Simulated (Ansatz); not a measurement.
Pt (P6_3/mmc), a film clamped to a substrate

Computed with DFT r2SCAN, scalar-relativistic, plane waves, PAW in Ansatz. Settings: plane waves to 500 eV, k-mesh 24×24×12 (Γ-centred), Gaussian smearing 0.15 eV. Spin–orbit coupling is left out, which can shift energies with elements as heavy as these. No spin polarisation. Energies are free energies at this smearing, counted from the undisturbed cell; pressure is positive in compression.

The starting cell (relaxed at this level; with this scan's settings it stands at 0.1 GPa; this form isn't the usual structure):

```
Pt
1.0
     2.73297    0.00000    0.00000
    -1.36648    2.36682    0.00000
     0.00000    0.00000    4.76535
Pt
2
Direct
  0.66667 0.33333 0.75000
  0.33333 0.66667 0.25000
```

The cell (2 atoms, V0 = 30.82 Å³) is strained by p along both x and y and by q along z, fractional coordinates fixed. τp = (1/V0) ∂E/∂p = (σxx + σyy)(1 + p)(1 + q) and τq = (1/V0) ∂E/∂q = σzz(1 + p)², with tension positive.

```csv
p,q,ΔE (meV/atom),τp (GPa),τq (GPa)
0.000,0.000,0.00,-0.66,0.36
-0.015,0.000,16.31,-22.67,-5.15
0.015,0.000,12.50,17.37,5.63
0.000,-0.015,3.46,-6.36,-5.28
0.000,0.015,4.15,4.44,5.27
```

Q: Get the second derivatives of the energy density.

A: Central differences give A = ∂τp/∂p = 1335 GPa (C11 + C22 + 2 C12), C = ∂τq/∂q = 352 GPa (C33) and the cross term B = ∂τq/∂p = 359 GPa (C13 + C23); ∂τp/∂q = 360 GPa must equal B, and any difference shows higher-order terms. The ions are clamped.

Q: A film of this crystal grows with z along the normal on a substrate that imposes p. How does its thickness respond, and what does the misfit cost?

A: Count p and q from the stress-free cell. A free surface needs τq = 0, so q = −(B/C) p = -1.02 p. The energy density left is (A − B²/C) p²/2 = M p², with the biaxial modulus M = 484 GPa; a misfit of 1 % costs 4.65 meV/atom, against 6.42 meV/atom if the thickness were held.

In a metal these slopes depend on the k mesh and the smearing.

The thickness response falls well short of conserving volume: stretching the plane thins the film by about the same fraction, while constant volume would need twice that. Relaxation along z therefore recovers only a minor part of the misfit energy. Partly filled d states bind platinum strongly and resist changes in bond length, while the electron gas adds resistance to volume change and helps couple the two directions.

The axial ratio lies well above the ideal close-packed value, so bonds between layers are longer than those within them. This probably contributes to the crystal being more compressible along z than in the plane. In-plane compression costs more than extension, as expected from steepening short-range repulsion. The raw energies along z reverse that order, but only because of the residual stress in the starting cell.

Clamping the ions costs nothing here, since these strains keep the hexagonal symmetry, which fixes the atomic positions. Resistance to shear, including the sliding of layers towards cubic stacking, remains untested.
